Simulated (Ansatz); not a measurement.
# MgCd3Se4: a bulk modulus from differences

The cell was found from a structure generator's guess, not taken from experiment.

Method: DFT PBE, scalar-relativistic, plane waves, PAW in Ansatz 0.2.0. The final run on the 8-atom cell used 420 eV, a Γ-centred 6×6×4 mesh, 0.02 eV smearing and no spin polarisation.

```xyz
8
Lattice="4.3540 0.0000 0.0000 0.0000 4.3540 0.0000 0.0000 0.0000 12.2377" Properties=species:S:1:pos:R:3 pbc="T T T"
Mg    2.1770    2.1770    6.1189
Cd    0.0000    0.0000    9.1154
Cd    2.1770    2.1770    0.0000
Cd    0.0000    0.0000    3.1223
Se    2.1770    0.0000    1.5606
Se    0.0000    2.1770    4.6894
Se    2.1770    0.0000    7.5483
Se    0.0000    2.1770   10.6771
```

The cell was set to several volumes, with shape and atoms relaxed at each where symmetry leaves them free. Pressure is positive in compression, and energies count from the lowest row.

```csv
row,V (Å³/atom),P (GPa),ΔE (meV/atom),gap on mesh (eV)
1,25.519,7.63,73.9,1.23
2,26.389,5.23,39.1,1.14
3,27.259,?,?,?
4,28.129,1.47,3.9,0.99
5,28.999,0.01,0.0,0.92
6,29.869,-1.23,3.4,0.85
7,30.739,-2.28,13.0,0.78
8,31.899,-3.43,33.8,0.69
```

Question: Find B = −V·ΔP/ΔV from rows 4 and 6 and from rows 1 and 2, and from the two its slope B′ and its value B0 at zero pressure.

Answer: Rows 4 and 6 give −(28.129 + 29.869)/2 × (-1.23 − (1.47))/(29.869 − 28.129) = 45.0 GPa at a mean pressure of 0.12 GPa. Rows 1 and 2 give −(25.519 + 26.389)/2 × (5.23 − (7.63))/(26.389 − 25.519) = 71.6 GPa at a mean pressure of 6.43 GPa. So B′ = (71.6 − 45.0)/(6.43 − (0.12)) = 4.22 and B0 = 45.0 − 4.22 × (0.12) = 44.5 GPa. A third-order Birch–Murnaghan fit to all the energies gives B0 = 44.7 GPa and B′ = 4.5.

Question: Estimate the pressure and energy of row 3.

Answer: From row 5, V0 = 28.999 × (1 + (0.01)/44.5) = 29.006 Å³/atom. Murnaghan's form P = (B0/B′)·[(V0/V)^B′ − 1] gives (44.5/4.22) × [(29.006/27.259)^4.22 − 1] = 3.16 GPa; the computed pressure is 3.19 GPa, so the estimate is off by -0.03 GPa. The work of compression from row 4, with the mean of the two pressures, gives ΔE = 3.9 + (3.16 + 1.47)/2 × (28.129 − 27.259)/160.2 × 1000 = 16.5 meV/atom (1 eV/Å³ = 160.2 GPa); the computed value is 16.4 meV/atom.

Question: Fit the gap against pressure through the other rows and estimate it at the computed pressure of row 3.

Answer: Over the 7 rows the mean pressure is 1.0571 GPa and the mean gap is 0.943 eV. The sums of products of deviations are S_xx = 98.38 and S_xy = 4.644, so the slope is 4.644/98.38 = 0.0472 (r = 0.99, rms misfit 0.02 eV). At 3.19 GPa the line gives 0.943 + (0.0472) × (3.19 − 1.0571) = 1.04 eV. The computed value is 1.07 eV, so the line is off by -0.03 eV, no more than the largest miss among the fitted rows (0.04 eV).

Kohn–Sham gaps at this level usually fall short of measured ones. All volumes keep the k mesh of the relaxed cell. A structure relaxed within its symmetry needn't be a true minimum.

The gap widens steadily as the cell shrinks, from 0.69 eV in the most expanded row to 1.23 eV in the most compressed. The coordinates describe an ordered zincblende-type arrangement with tetrahedral cations. In such II-VI compounds the valence edge is mainly Se 4p, while the conduction edge at Γ is antibonding between cation s and Se s states. Shorter bonds push the latter up faster, which probably explains the trend here.

Against pressure the gap rises ever more slowly, although against volume it is nearly linear and even steepens slightly on compression. The flattening therefore reflects the stiffening of the lattice, with B′ above 4, rather than a weakening response of the band edges to bond length. It also explains why the straight line falls short at row 3, in the middle of the range.

The modest bulk modulus fits long, polar tetrahedral bonds in an open framework. Because such frameworks tend to give way to denser six-coordinate phases under pressure, the compressed rows describe this structure's response, not necessarily the phase that would be observed.
